**Solution key: mass-dependent structures of OCS, N₂O and CO₂**

**Conventions.** For a linear molecule $I=\sum_i m_iz_i^2$, with $z_i$ measured from the centre of mass and $M=\sum_i m_i$. The ground-state moment is defined by $B_0=\hbar^2/2I_0$, and $I_m$ is the moment of one rigid structure common to all isotopologues. The $r_m^{(2)}$ model (Watson, Roytburg and Ulrich, 1999) is

$$I_0=I_m+\varepsilon,\qquad \varepsilon=c\,I_m^{1/2}+d\,P,\qquad P=\left(\frac{m_1\cdots m_N}{M}\right)^{1/(2N-2)},$$

with $c$ and $d$ independent of isotopic mass. Setting $d=0$ gives $r_m^{(1)}$.

**Given inputs.** Masses in u: C 12.0000, N 14.0031, O 15.9949, S 31.9721. The rest are approximate values.

| Molecule | bonds of the rigid structure (Å) | $c$ (u$^{1/2}$ Å) | $d$ (u$^{1/2}$ Å$^2$) |
|---|---|---|---|
| OCS | CO 1.1562, CS 1.5614 | 0.051 | −0.070 |
| NNO | NN 1.1273, NO 1.1851 | 0.062 | −0.066 |
| OCO | CO 1.1600 | 0.045 | −0.049 |

**(a) Show that both terms have degree ½ in the masses and that the form fits a diatomic.**

Under $m_i\to\lambda m_i$ the centre of mass stays fixed, so $I_m\to\lambda I_m$ and $I_m^{1/2}\to\lambda^{1/2}I_m^{1/2}$. The bracket in $P$ has degree $N-1$, so $P$ has degree $(N-1)/(2N-2)=\tfrac12$.

For a diatomic of reduced mass $\mu_r$, $B_0=B_e-\alpha_e/2+\gamma_e/4$, and

$$I_0=I_e+I_e\frac{\alpha_e}{2B_e}+I_e\left(\frac{\alpha_e^2}{4B_e^2}-\frac{\gamma_e}{4B_e}\right)+\dots$$

Write the potential as $a_0\xi^2(1+a_1\xi+\dots)$ with $\xi=(r-r_e)/r_e$. Then $\alpha_e=-6B_e^2(1+a_1)/\omega_e$, where $\omega_e$ is the harmonic quantum in energy units. Since $B_e\propto\mu_r^{-1}$ and $\omega_e\propto\mu_r^{-1/2}$, one has $\alpha_e\propto\mu_r^{-3/2}$, and the next order gives $\gamma_e\propto\mu_r^{-2}$. The three terms have degree 1, ½ and 0. The model gives $\varepsilon=(c\,r_e+d)\,\mu_r^{1/2}$, which is exactly the form of the leading vibrational term. Only the sum $c\,r_e+d$ can be determined. The degree-0 term, of order $\varepsilon^2/I_m$, is omitted, as is Born–Oppenheimer breakdown.

**(b) Derive the substitution coordinate that the model implies.**

Add a mass $\Delta m$ at atom $i$ of the rigid structure. The parallel-axis theorem gives $\Delta I_m=\Delta m\,z_m^2-(\Delta m\,z_m)^2/(M+\Delta m)=\mu z_m^2$, with $\mu=M\Delta m/(M+\Delta m)$. Kraitchman's coordinate applies this relation to ground-state moments, $z_s^2=\Delta I_0/\mu$. Using $\sqrt{I_m'}-\sqrt{I_m}=\Delta I_m/(\sqrt{I_m'}+\sqrt{I_m})$,

$$z_s^2=z_m^2\left[1+\frac{c}{\sqrt{I_m}+\sqrt{I_m'}}\right]+d\,\frac{\Delta P}{\mu}.$$

For $\Delta m\to0$, $z_s^2=\partial I_0/\partial m_i$, and

$$z_s^2=z_m^2(1+\kappa)+D_i,\qquad \kappa=\frac{c}{2\sqrt{I_m}},\qquad D_i=\frac{d\,P}{2N-2}\left(\frac1{m_i}-\frac1M\right).$$

This limit is used below. The $c$ term multiplies every coordinate by one factor, so $r_m^{(1)}$ keeps $\sum m_iz_s=0$ and cannot make a coordinate imaginary while $1+\kappa>0$. The $d$ term is additive and survives at $z_m=0$. For $d<0$ it lowers $z_s^2$, and $z_s$ is imaginary when $|z_m|<z_{\rm crit}=[-D_i/(1+\kappa)]^{1/2}$.

**(c) Derive the $r_m^{\rho}$ scaling and its departure from the model.**

Euler's theorem for homogeneous functions gives $I_s=\sum_i m_iz_s^2=\sum_i m_i\,\partial I_0/\partial m_i=I_m+\varepsilon/2$. Hence $I_m=2I_s-I_0=(2\rho-1)I_0$ with $\rho=I_s/I_0=1-\varepsilon/2I_0$. Harmony and Taylor (1986) take $\rho$ from the parent and apply it to every isotopologue, $I^{\rho}=(2\rho-1)I_0$. This is exact for the parent. For the daughters it holds $\varepsilon/I_0$ fixed, which treats $\varepsilon$ as degree 1.

For uniform scaling of the masses, $I_0'=\lambda I_m+\lambda^{1/2}\varepsilon$, so

$$I^{\rho\,\prime}-I_m'=-(\lambda-\sqrt\lambda)\,\varepsilon\,\frac{I_m}{I_0}.$$

The factor $\lambda-\sqrt\lambda$ is 0.025 at $\lambda=1.05$, typical of heavy-atom substitution in a diatomic. It is 0.586 at $\lambda=2$, approached by H→D in a diatomic hydride of a heavy atom. Differences of scaled moments give $z_\rho^2=(2\rho-1)z_s^2$. The factor is positive, so it cannot change the sign of $z_s^2$. Summing, $\sum m_iz_\rho^2=(2\rho-1)\rho I_0=\rho I_m$, short of $I_m$ by about $\varepsilon/2$. The scaled moments therefore do not belong to a single rigid structure, and a least-squares fit to them is a compromise.

**(d) Apply the results to every atom of OCS.**

$M=59.967$ u and the centre of mass lies 1.6803 Å from O. Then $I_m=82.858$ u Å$^2$, $\sqrt{I_m}=9.1026$ u$^{1/2}$ Å and $P=3.1806$ u$^{1/2}$. The two terms are $0.4642$ and $-0.2226$, so $\varepsilon=0.2416$, $I_0=83.100$ and $I_s=82.979$ u Å$^2$. This gives $B_0=25.15$ μeV, or $B_0/k_B=0.292$ K. Also $\kappa=2.80\times10^{-3}$ and $2\rho-1=0.99709$.

For comparison, let $r_m^{(1)}$ describe the same rigid structure and the same parent $I_0$. This needs $c_1=\varepsilon/\sqrt{I_m}=0.0265$ u$^{1/2}$ Å, so $\kappa_1=\varepsilon/2I_m=1.46\times10^{-3}$.

| Atom | $z_m$ (Å) | $\kappa z_m^2$ ($10^{-3}$ Å$^2$) | $D_i$ ($10^{-3}$ Å$^2$) | $\lvert z_s\rvert$, $r_m^{(2)}$ | $\lvert z_s\rvert$, $r_m^{(1)}$ | $\lvert z_\rho\rvert$ |
|---|---|---|---|---|---|---|
| O | −1.6803 | 7.91 | −2.55 | 1.6819 | 1.6815 | 1.6794 |
| C | −0.5241 | 0.77 | −3.71 | 0.5213 | 0.5245 | 0.5205 |
| S | +1.0373 | 3.01 | −0.81 | 1.0384 | 1.0381 | 1.0369 |

The last column scales the $r_m^{(2)}$ values. At the end atoms the $c$ term wins and $|z_s|>|z_m|$. At carbon the $d$ term wins and $|z_s|<|z_m|$, a sign that $r_m^{(1)}$ with $c_1>0$ cannot produce. The substitution bonds are $r_s(\mathrm{CO})=1.1606$ Å and $r_s(\mathrm{CS})=1.5596$ Å. They differ from the rigid bonds by $+0.0044$ and $-0.0018$ Å, whereas $r_m^{(1)}$ would lengthen both by 0.07 %. The first moment becomes $\sum m_iz_s=0.042$ u Å instead of zero. In the scaled moments, $z_\rho^2-z_m^2=-3.7\times10^{-3}$ Å$^2$ at carbon, and $\sum m_i(z_\rho^2-z_m^2)=-(1-\rho)I_m=-0.120$ u Å$^2$.

**(e) Compare the central atom in the three molecules.**

| | OCS (C) | NNO (middle N) | OCO (C) |
|---|---|---|---|
| $I_m$ (u Å$^2$) | 82.858 | 40.031 | 43.045 |
| $P$ (u$^{1/2}$) | 3.1806 | 2.9056 | 2.8903 |
| $\varepsilon$ (u Å$^2$) | 0.242 | 0.201 | 0.154 |
| $\rho$ | 0.99855 | 0.99751 | 0.99822 |
| $\lvert z_m\rvert$ (Å) | 0.5241 | 0.0720 | 0 |
| $\kappa z_m^2$ ($10^{-3}$ Å$^2$) | 0.77 | 0.03 | 0 |
| $D_i$ ($10^{-3}$ Å$^2$) | −3.71 | −2.33 | −2.15 |
| $z_{\rm crit}$ (Å) | 0.061 | 0.048 | 0.046 |
| $\lvert z_s\rvert$, $r_m^{(1)}$ (Å) | 0.5245 | 0.0721 | 0 |
| $z_s$ magnitude, $r_m^{(2)}$ (Å) | 0.5213 | 0.054 | $0.046\,i$ |
| $z_\rho$ magnitude (Å) | 0.5205 | 0.054 | $0.046\,i$ |

The $r_m^{(1)}$ row again uses $\kappa_1=\varepsilon/2I_m$ for each molecule.

**Size of the neglected terms.** The degree-0 term is of order $\varepsilon^2/I_m=7\times10^{-4}$ u Å$^2$ in OCS. It shifts $z_s^2$ by roughly $\varepsilon^2/(I_mm_i)$, and $z_s$ by that amount divided by $2|z_s|$. This is $6\times10^{-5}$ Å for carbon in OCS and $7\times10^{-4}$ Å for the middle nitrogen of NNO. The fourth decimal is therefore marginal in OCS and is dropped from $z_s$ and $z_\rho$ for NNO and OCO. A finite substitution, $^{13}$C with $\Delta m=1.00335$ u, lowers the magnitude of the carbon $d$ term in OCS by 2.4 %. Both corrections are small against $D_i$.

**(f) Explain the trend from the structure of the formula.**

$D_i$ contains no geometry. Its mass factor $P(1/m_i-1/M)/4$ is 0.0530, 0.0354 and 0.0438 u$^{-1/2}$ for OCS, NNO and OCO, because $P$ is near 3 u$^{1/2}$ and the central masses are alike. With similar values of $d$, $D_i$ stays within a factor of two and $z_{\rm crit}$ stays near 0.05 Å.

What changes is $z_m$, which the asymmetry of the end atoms sets. For $|z_m|\gg z_{\rm crit}$,

$$\frac{z_s}{z_m}-1\approx\frac{\kappa}{2}+\frac{D_i}{2z_m^2}.$$

The first term is a few parts in a thousand at most and the second grows as $z_m^{-2}$. Heavy sulfur pulls the centre of mass far from carbon, and the shift in OCS is only −0.5 %. In NNO the end masses nearly balance, $|z_m|$ is comparable to $z_{\rm crit}$, the expansion fails, and the full square root gives −25 %. In OCO symmetry forces $z_m=0$. Then $I_m$ and the $c$ term are unchanged by central substitution, $\Delta I_0=d\,\Delta P$ is negative, and the coordinate is imaginary.

The three models differ in what they can absorb. $r_m^{(1)}$ rescales every $z^2$ by $1+\kappa$, which is adequate where $|D_i|\ll\kappa z_m^2$ and fails for atoms near the centre of mass. $r_m^{\rho}$ recovers the parent moment, but it multiplies isotopic differences by $2\rho-1$, which differs from unity by $\varepsilon/I_0$. It leaves the NNO and OCO anomalies intact and deviates most for large relative mass changes. Only $r_m^{(2)}$ has a term that responds to the mass of an atom at the centre of mass. The central substitution that is useless for Kraitchman's equation in OCO fixes $d$ directly, as $d=\Delta I_0/\Delta P$.